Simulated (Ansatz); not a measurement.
**Ligand exchange: GeH(NH2) + GaH2(NH2) → Ge(NH2)2 + GaH3**

Gas-phase species: GeH(NH2), singlet; GaH2(NH2), singlet; Ge(NH2)2, singlet; GaH3 `[GaH3]`, singlet. The partners trade H for NH2: Ge–H and Ga–NH2 bonds give way to Ge–NH2 and Ga–H.

Shapes, held fixed at every level: PBE0-D4/def2-TZVP. Flexible molecules stand in one conformer, not always the lowest. Programs: Ansatz 0.2.0. The zero-point and thermal change to 298 K, harmonic and unscaled (PBE0-D4/def2-TZVP), is -2.9 kJ/mol.

```csv
level,kind,ΔH(298 K) (kJ/mol),less CCSD(T)/def2-TZVPP
SPW92/def2-TZVPP,LDA,-2.9,-0.2
BHLYP-D4/def2-TZVPP,global hybrid,-9.0,-6.3
wB97M-V/def2-TZVPP,range-separated hybrid,-8.8,-6.1
MP2/def2-SVP,perturbation theory,+3.7,+6.4
CCSD/def2-SVP,coupled cluster or CI,+7.3,+10.0
CCSD/def2-TZVPP,coupled cluster or CI,-3.6,-0.9
CCSD(T)/def2-TZVPP,coupled cluster or CI,-2.7,0.0
```

The highest level, CCSD(T)/def2-TZVPP, gives ΔH(298 K) = -2.7 kJ/mol; the levels span -9.0 to +7.3. That is about zero within the method's error. They disagree on the sign: 2 of 7 are positive. The column of differences is taken from that level and isn't an error. No measured value is set beside it here. Relativity is left out for Ga, Ge. Outer-core shells of Ga, Ge are correlated, in sets that cover them unevenly.

The exchange is nearly thermoneutral, and the split in sign follows the basis set: both positive values come from def2-SVP, while every def2-TZVPP level is negative. Enlarging the basis moves CCSD from +7.3 to -3.6 kJ/mol, whereas adding perturbative triples in the larger set barely changes the result. The small set probably describes the polar metal–nitrogen bonds and the amide lone pair unevenly on the two sides.

Such a close balance is chemically reasonable. Germanium(II) and gallium(III) each offer a formally empty p orbital to the nitrogen lone pair, so π donation lost at gallium is partly recovered at germanium. There, however, the second amide must share the acceptor orbital with the first, which probably limits the gain. The calculation therefore supports no marked preference of amide for either centre. Nor does the balance between monomers carry over to condensed phases, where gallane and amidogallane associate through hydride and amide bridges.
